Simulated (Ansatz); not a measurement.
Relaxed bulk Os, space group P6_3/mmc (No. 194):

```cif
data_structure
_symmetry_space_group_name_H-M 'P6_3/mmc'
_symmetry_Int_Tables_number 194
_cell_length_a 2.7528
_cell_length_b 2.7528
_cell_length_c 4.3510
_cell_angle_alpha 90.000
_cell_angle_beta 90.000
_cell_angle_gamma 120.000
_cell_volume 28.55
loop_
_atom_site_label
_atom_site_type_symbol
_atom_site_symmetry_multiplicity
_atom_site_Wyckoff_symbol
_atom_site_fract_x
_atom_site_fract_y
_atom_site_fract_z
_atom_site_occupancy
Os1 Os 2 d 0.33333 0.66667 0.75000 1
```

Miller indices refer to the conventional cell of P6_3/mmc (No. 194), a = 2.753 Å, b = 2.753 Å, c = 4.351 Å, α = 90.00°, β = 90.00°, γ = 120.00°.

Consider the (100) slab of 10 planes, 10.3 Å thick with 15 Å of vacuum as cut; outer planes Os (top) and Os (bottom), all atoms relaxed.

Computed with DFT PBE, scalar-relativistic, plane waves, PAW (Ansatz). Plane waves to 420 eV, a k mesh through Γ of 13×8×1 on the computed 10-atom cell and Gaussian smearing (0.10 eV); no spin polarisation. The cell repeats along c with a dipole correction in the vacuum.

Q: Predict the surface energy (mean of both faces).

A: 3.41 J/m².

Q: Give the work function.

A: 5.08 eV.

Q: The top two planes lie 0.795 Å apart in the bulk. How does relaxation change this?

A: The spacing becomes 0.662 Å (-16.7 %).

Slabs this thin can still miss converged surface energies by a few hundredths of a J/m² and work functions by about a tenth of an eV.

Spin-orbit coupling is left out, which matters for the bands of heavy elements.

γ = (E_slab − N·E_bulk)/2A = 5.103 eV / (2 × 11.98 Å²) = 213.0 meV/Å² = 3.41 J/m², with N = 10 atoms. The cut crosses 6 bonds a cell (neighbours within 10 % of the shortest distances), so each costs 0.85 eV on this count. The top spacing shrinks by 16.7 %, as is usual at a metal's surface, where atoms that lost neighbours bind closer to those left; the next one widens by 0.5 %, so the relaxation alternates in sign.

The high surface energy reflects the strong cohesion of osmium, whose 5d band is filled mostly through its bonding states, so every lost neighbour is expensive. The 0.85 eV per bond is an average cost of cutting, not a transferable pair energy, because metallic bonds strengthen as coordination falls.

The contraction of 16.7 % looks dramatic mainly because it refers to the short spacing of a corrugated prism face. Bonds between the top two planes run largely sideways, so a sizeable inward shift shortens them only modestly. The 0.5 % expansion below is too small to carry much weight as evidence of an oscillating relaxation.

On so open a face, electrons spill into the hollows between the atomic rows and weaken the surface dipole, which probably keeps the work function of 5.08 eV below that of the close-packed basal plane. Without energies for other facets, the result doesn't show how much of an equilibrium crystal this face would occupy.
